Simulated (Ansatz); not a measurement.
# Sn: energy change per atom and pressure as volume scale varies

All results are calculated (Ansatz 0.2.0). Plane-wave DFT, scalar-relativistic PAW made under PBE with cores redone for the functional, no dispersion; the given relaxed cell is scaled uniformly, energy at zero smearing counts from the unscaled cell, pressure at the given Fermi-Dirac smearing is positive in compression.

The cell before it is scaled or strained (space group P6_3/mmc, No. 194):
```
cell vectors (Å)
   3.2985     0.0000     0.0000
  -1.6493     2.8566     0.0000
   0.0000     0.0000    10.9059
atoms (fractions of the cell vectors)
Sn  1.00000  0.00000  0.00000
Sn  1.00000  0.00000  0.50000
Sn  0.33333  0.66667  0.25000
Sn  0.66667  0.33333  0.75000
```

Settings of every row: spin polarised no; functional LDA; wave cutoff 420 eV; smearing width 0.1 eV; k mesh 12x12x4.

Atom starting moment: 0 on all atoms.

Limits: the cell comes from a prototype or a list of computed structures and needn't be the stable phase.

```
row  volume scale  V (Å³/atom)  energy change per atom (meV)  pressure (GPa)
  1          0.88       22.607                         88.89           10.29
  2          0.92       23.635                             ?               ?
  3          0.96       24.663                          9.18            2.81
  4          1.04       26.718                          5.75            -1.9
  5          1.08       27.745                         23.48           -3.58
  6          1.12       28.773                         50.89           -4.93
```

Question: what energy change per atom and pressure should row 2 give?

Worked fit of energy change per atom. Take u = (V_r/V)^(2/3) − 1 with V_r = 26.718 Å³ an atom, which is twice the finite (Eulerian) strain; such expansions in the strain, on which the Birch-Murnaghan equation of state is built, carry the rest volume and the bulk modulus. The shown rows have u = 0.11783, 0.0548, 0, -0.02483, -0.0482. Least squares give energy change per atom = 5.38 − 469.509 × u + 9989.14 × u² meV; a straight line predicts inner rows, each left out in turn, worse (root mean square 33 against 0.78 meV). The rows lie off it by 0.14, -0.47, 0.37, 0.28, -0.33 (root mean square 0.34 meV). The withheld row has u = 0.08517, so the fit gives 5.38 − 469.509 × (0.08517) + 9989.14 × (0.08517)² = 37.85 meV.

The calculation gave 37.15 meV. The fit lies 0.70 meV (1.9 % of the value, 0.84 % of the column's range) above it; its largest miss of a shown row is 0.47 meV.

Worked fit of pressure. Take u = (V_r/V)^(2/3) − 1 with V_r = 26.718 Å³ an atom, which is twice the finite (Eulerian) strain; such expansions in the strain, on which the Birch-Murnaghan equation of state is built, carry the rest volume and the bulk modulus. The shown rows have u = 0.11783, 0.0548, 0, -0.02483, -0.0482. Least squares give pressure = −1.94 + 73.61 × u + 255.03 × u² GPa; a straight line predicts inner rows, each left out in turn, worse (root mean square 0.86 against 0.084 GPa). The rows lie off it by 0.02, -0.05, 0.04, 0.03, -0.03 (root mean square 0.035 GPa). The withheld row has u = 0.08517, so the fit gives −1.94 + 73.61 × (0.08517) + 255.03 × (0.08517)² = 6.18 GPa.

The calculation gave 6.11 GPa. The fit lies 0.07 GPa (1.1 % of the value, 0.46 % of the column's range) above it; its largest miss of a shown row is 0.05 GPa.
